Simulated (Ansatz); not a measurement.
The atomisation energy (no zero-point term) down a group: B to In

Gas-phase molecules, one atom swapped for its congeners: C2HBCl2 `C#CB(Cl)Cl`; C2HAlCl2 `C#[C][Al]([Cl])[Cl]`; C2HCl2Ga `C#[C][Ga]([Cl])[Cl]`; C2HCl2In `C#[C][In]([Cl])[Cl]`. All are singlets with charge 0.

Shapes, held fixed at every level: PBE0-D4/def2-TZVP. Programs: Ansatz 0.2.0. Values in eV.

```tsv
level	C2HBCl2	C2HAlCl2	C2HCl2Ga	C2HCl2In
HF/def2-SVP	20.15	19.13	17.37	16.05
SPW92/def2-TZVPP	31.05	28.71	27.13	25.79
r2SCAN0-D4/def2-TZVPP	26.41	25.01	23.22	21.92
wB97X-V/def2-TZVPP	26.57	25.28	23.52	22.38
MP2/def2-SVP	26.60	24.89	23.31	21.91
CCSD(T)/def2-SVP	25.52	23.95	22.36	20.99
CCSD(T)/def2-TZVPP	25.81	24.59	23.01	21.72
```

At CCSD(T)/def2-TZVPP the atomisation energy falls at every step, from 25.81 to 21.72 eV. Every level shows the same order. For atoms past krypton def2 sets carry core potentials with scalar relativity. Relativity is left out for Ga. Outer-core shells of Ga, In are correlated in most correlated rows, in sets that cover them unevenly. Spin-orbit coupling, which grows down the group, is left out (summed over each molecule's free atoms 0.08, 0.09, 0.15, 0.26 eV). Coupled cluster in double- or triple-zeta sets underbinds by a few per cent against its basis-set limit.

The atomisation energy falls from boron to indium at every level. Because the ethynyl group and both chlorines are common to all four molecules, the decline mainly reflects weaker bonds from the group 13 atom to carbon and chlorine. Boron's compact valence orbitals overlap well with both partners, and its empty p orbital accepts π density from chlorine. Aluminium loses much of that covalent advantage, but its low electronegativity makes the Al–Cl bonds strongly polar, which probably limits the drop. In gallium, the poorly shielding filled 3d shell holds the 4s pair more tightly, raising the cost of using it in three bonds and reducing bond polarity. Indium's more diffuse valence orbitals weaken the overlap further.

Hartree–Fock gives much the lowest values because it misses the correlation energy gained when electrons pair in bonds, whereas the local density functional shows its familiar overbinding. The ordering survives both errors. These totals can't apportion the loss between the carbon and chlorine bonds, nor do they establish the preference for oxidation state +I over +III.
